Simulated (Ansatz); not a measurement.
# Si: energy along a strain

Si, P6_3/mmc, a = 3.831 Å, c = 6.333 Å (as given, not relaxed at this level: 0.2 GPa). This isn't the element's structure at ambient conditions. Ansatz: r2SCAN, PAW, 500 eV, Γ-centred 12×12×6 mesh on 4 atoms, Gaussian smearing 0.05 eV; no spin polarisation. Cell vectors (Å): 3.831 0.000 0.000; -1.916 3.318 0.000; 0.000 0.000 6.333. The cell is strained by x per cent times the pattern (0 1 0 0 0 0) in the order xx yy zz yz xz xy (engineering shears), with fractional coordinates held. y is the free energy over the start, V0 = 20.126 Å³/atom. Points with a strain past 8.5 % were computed too (5) and aren't used here.

| x (%) | y (meV/atom) |
| --- | --- |
| -7.50 | ? |
| -3.75 | 22.51 |
| 0.00 | 0.00 |
| 3.75 | 18.04 |
| 7.50 | 67.08 |

Q: Fit y = c2 x² + c3 x³ to the other rows, get the stiffness along the pattern, and predict the missing energy.

A: Least squares on the rows shown. y = 1.4552 x² − 0.035241 x³. The clamped-ion stiffness p·C·p = 2 × 14.55 eV × 160.2 / 20.126 Å³ = 232 GPa, which is C22 in these axes. At x = -7.50 the fit asked for gives 96.72 meV/atom. The run gave 97.36 meV/atom, so the fit is 0.64 meV/atom too low, within twice the rms miss on the fitted rows (0.35 meV/atom). The form still works here, 33 % of the fitted range beyond its end. Note that the gap is closed there and open in the run one row down.

Compressing hexagonal-diamond silicon along this in-plane axis costs more than stretching it by the same amount, 22.51 against 18.04 meV/atom at the smaller strain, and the gap widens at the larger one. The negative cubic coefficient expresses the usual anharmonicity of covalent bonds: overlap repulsion rises steeply as they shorten, while the restoring force weakens as they lengthen. Hexagonal symmetry makes 232 GPa equally the value of C11. Letting the sublattices shift would relieve part of the bond stretching and bending, so the measurable elastic constant should be lower.

The closing of the gap under compression leaves no large mark on the energy. This is plausible, because strain shifts and splits the band edges, but an incipient overlap involves few carriers, whereas the cohesion comes from the whole filled bonding manifold. The strain at which the gap closes is less secure than the elastic energy, since a semilocal functional of this kind tends to underestimate silicon's gap and so probably brings on metallisation too early.
